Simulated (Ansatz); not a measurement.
**Redistribution: C3H5F3 + C4H8O3 → C2H3F3O + C5H10O2**

Species: C3H5F3 (1,1,1-trifluoropropane) `CCC(F)(F)F`, singlet; C4H8O3 (methyl 3-hydroxypropanoate) `COC(=O)CCO`, singlet; C2H3F3O (2,2,2-trifluoroethanol) `OCC(F)(F)F`, singlet; C5H10O2 (methyl butyrate) `CCCC(=O)OC`, singlet. The partners trade CH3 for OH; both sit on C, so the bond types are kept.

Shapes, held fixed at every level: PBE0-D4/def2-TZVP. Flexible molecules stand in one conformer, not always the lowest. Programs: Ansatz 0.2.0. Electronic energies: no zero-point or thermal term.

**Question.** Estimate ΔE of this reaction.

**Answer.** The highest level, CCSD(T)/CBS estimate, gives ΔE = +24.6 kJ/mol; the levels span +24.1 to +24.9. The column of differences is taken from that level and isn't an error. No measured value is set beside it here. The CBS estimate extrapolates MP2 from def2-TZVPP and def2-QZVPP and adds CCSD(T) − MP2 in the triple-zeta set, cores frozen.

```json
{"level": "PBE-D4/def2-TZVPP", "kind": "GGA", "ΔE (kJ/mol)": "+24.3", "less CCSD(T)/CBS estimate": "-0.3"}
{"level": "B3LYP-D4/def2-TZVPP", "kind": "global hybrid", "ΔE (kJ/mol)": "+24.1", "less CCSD(T)/CBS estimate": "-0.5"}
{"level": "PBE0-D4/def2-TZVPP", "kind": "global hybrid", "ΔE (kJ/mol)": "+24.2", "less CCSD(T)/CBS estimate": "-0.4"}
{"level": "wB97X-V/def2-TZVPP", "kind": "range-separated hybrid", "ΔE (kJ/mol)": "+24.8", "less CCSD(T)/CBS estimate": "+0.2"}
{"level": "MP2/def2-TZVPP", "kind": "perturbation theory", "ΔE (kJ/mol)": "+24.9", "less CCSD(T)/CBS estimate": "+0.3"}
{"level": "CCSD(T)/def2-TZVPP", "kind": "coupled cluster or CI", "ΔE (kJ/mol)": "+24.7", "less CCSD(T)/CBS estimate": "+0.1"}
{"level": "CCSD(T)/CBS estimate", "kind": "coupled cluster or CI", "ΔE (kJ/mol)": "+24.6", "less CCSD(T)/CBS estimate": "0.0"}
```

The exchange is clearly uphill in electronic energy: hydroxyl is better placed in the hydroxy ester than beside a trifluoromethyl group. An inductive contribution is likely. In trifluoroethanol the carbon bearing the electronegative oxygen is attached directly to the strongly electron-withdrawing trifluoromethyl group, whereas methyl makes less demand on that carbon's electron density. In the hydroxy ester, a methylene group separates the carbinol carbon from the carbonyl, which softens the corresponding penalty. If the hydroxyl also points towards the ester, an internal hydrogen bond to the carbonyl oxygen would stabilise the reactant further. Methyl butyrate cannot replace that contact, and organic fluorine in trifluoroethanol is a much weaker acceptor.

The close agreement from PBE-D4 to CCSD(T) fits the conserved bond types, which let most errors in describing the individual bonds cancel. It supports the sign and size of ΔE for these structures, but is no guide to how the same functionals would fare where bond types change. The total alone cannot separate the inductive part from any hydrogen-bond contribution.
